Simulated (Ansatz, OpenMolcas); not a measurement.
# Computed against measured: atomisation enthalpy at 298 K

8 molecules holding an element past argon; the atomisation enthalpy at 298 K in kJ/mol, computed less measured. Shapes, held fixed at every level: PBE0-D4/def2-TZVP. Thermal terms are harmonic and unscaled (PBE0-D4/def2-TZVP); the spin-orbit lowering of the free atoms is taken from their spectra. Programs: Ansatz 0.2.0, OpenMolcas 26.06. Measured values: Active Thermochemical Tables, CRC Handbook of Chemistry and Physics.

Levels: A = HF/STO-3G; B = PBE-D4/def2-TZVPP; C = r2SCAN-D4/def2-TZVPP; D = wB97X-V/def2-TZVPP; E = CCSD(T)/def2-SVP.

| molecule | from tabulated heats | A | B | C | D | E |
| --- | --- | --- | --- | --- | --- | --- |
| IBr (iodine monobromide) | 178 | -82 | +13 | -9 | -19 | -65 |
| HI (hydrogen iodide) | 298 | -45 | -6 | -8 | -10 | -31 |
| CBr2F2 (dibromodifluoromethane) | 1484 | -565 | +112 | +27 | -3 | -132 |
| CH2Br2 (dibromomethane) | 1373 | -166 | +43 | +6 | -9 | -107 |
| CHBrCl2 (bromodichloromethane) | 1341 | -340 | +70 | +11 | -6 | -135 |
| CHBrF2 (bromodifluoromethane) | 1630 | -517 | +90 | +19 | +3 | -110 |
| GeH4 (germane) | 1153 | +279 | -14 | +18 | +31 | -39 |
| C2H5Br (bromoethane) | 2699 | -156 | +45 | +5 | -4 | -128 |

Q: Which level does best on this set, which worst, and which err to one side?

A: 
| level | kind | mean error | mean absolute error | worst case |
| --- | --- | --- | --- | --- |
| HF/STO-3G | Hartree–Fock | -199.0 | 268.8 | CBr2F2 |
| PBE-D4/def2-TZVPP | GGA | +44.1 | 49.1 | CBr2F2 |
| r2SCAN-D4/def2-TZVPP | meta-GGA | +8.6 | 12.9 | CBr2F2 |
| wB97X-V/def2-TZVPP | range-separated hybrid | -2.1 | 10.6 | GeH4 |
| CCSD(T)/def2-SVP | coupled cluster or CI | -93.4 | 93.4 | CHBrCl2 |

On this set wB97X-V/def2-TZVPP has the smallest mean absolute error and HF/STO-3G the largest. HF/STO-3G is too low in 7 of 8; PBE-D4/def2-TZVPP is too high in 6 of 8; r2SCAN-D4/def2-TZVPP is too high in 6 of 8; wB97X-V/def2-TZVPP is too low in 6 of 8; CCSD(T)/def2-SVP is too low in 8 of 8. The molecules' own spin-orbit binding is left out, so errors for heavy halides read too negative. Heats of the atoms come from ATcT where it has them. The levels differ in basis as well as in method. The smallest two are near a tie. Hartree–Fock lacks correlation and underbinds. Correlated wave functions converge slowly with the basis. For atoms past krypton def2 sets carry core potentials with scalar relativity. All-electron rows are non-relativistic unless named. Relativity is left out for Br, Ge. Outer-core shells of Br, Ge, I are correlated, in sets that cover them unevenly. The set is small.

Among the five halogenated carbon compounds, PBE overbinds most where fluorine is present, by 112 kJ/mol in CBr2F2 and 90 in CHBrF2, against 43 in CH2Br2. Semilocal exchange tends to overstabilise regions where compact, lone-pair-rich atoms crowd around one carbon. r2SCAN keeps the same tendency but much reduced, probably because its kinetic-energy density tells bonding regions from overlapping closed shells.

Germane breaks the pattern. PBE underbinds it, as it does silane, while the Hartree–Fock error turns strongly positive, which suggests that the minimal basis describes the free germanium atom worse than the hydride. Non-relativistic treatment also favours binding here, since it makes the promotion of a 4s electron too cheap, and this may contribute to the positive r2SCAN and wB97X-V errors.

The near-zero mean error of wB97X-V owes much to germane offsetting mostly negative deviations. The coupled-cluster errors show no comparable fluorine dependence, and its poor placing says little about the method's accuracy near the basis-set limit.
